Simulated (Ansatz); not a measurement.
## BiRu: the change of pressure with volume scale

Results calculated with Ansatz 0.2.0, not measured. Periodic Kohn-Sham DFT of a crystal at fixed atoms, scaled to volume_scale times the given cell; pressure positive in compression, energy less spherical unpolarised free atoms, largest_vzz the field gradient of largest size among the nuclei.

The cell before it is scaled or strained (space group Fm-3m, No. 225):
```
BiRu
1.0
      0.0000     2.7747     2.7747
      2.7747     0.0000     2.7747
      2.7747     2.7747     0.0000
Ru Bi
1 1
Direct
  0.00000 0.00000 0.00000
  0.50000 0.50000 0.50000
```

Settings of every row: method frozen-core PAW; functional PBE; relativity scalar; k mesh 10x10x10; filling fermi-dirac; smearing width 0.05 eV; wave cutoff 420 eV; paw set soft_2.

Atom start moment: 0 on all atoms.

Limits: no spin-orbit coupling on heavy atoms; the cell comes from a prototype or a list of computed structures and needn't be the stable phase.

| row | volume scale | V (Å³/atom) | pressure (GPa) |
| --- | --- | --- | --- |
| 1 | 0.9405 | 20.091 | ? |
| 2 | 0.97 | 20.721 | 3.746 |
| 3 | 1 | 21.363 | 0.024 |
| 4 | 1.03 | 22.003 | -3.075 |
| 5 | 1.06 | 22.644 | -5.652 |

Question: what pressure should row 1 give?

Worked fit of pressure. Take u = (V_r/V)^(2/3) − 1 with V_r = 21.683 Å³ an atom, which is twice the finite (Eulerian) strain; such expansions in the strain, on which the Birch-Murnaghan equation of state is built, carry the rest volume and the bulk modulus. The shown rows have u = 0.03072, 0.00996, -0.00972, -0.0285. Least squares give pressure = −1.5961 + 157.495 × u + 533.39 × u² GPa; a straight line predicts inner rows, each left out in turn, worse (root mean square 0.3 against 0.0034 GPa). The rows lie off it by 0.000, -0.001, 0.002, -0.001. The pressure vanishes at u = 0.0098, or V = 21.37 Å³ an atom, and there the bulk modulus at fixed shape and fractions is B = −V dP/dV = (2/3)(1 + u) dP/du = 113 GPa. The withheld row has u = 0.05215, so the fit gives −1.5961 + 157.495 × (0.05215) + 533.39 × (0.05215)² = 8.068 GPa.

The calculation gave 8.131 GPa. The fit lies 0.063 GPa (0.46 % of the column's range) below it; its largest miss of a shown row is 0.002 GPa. This row lies beyond the range of the fit.
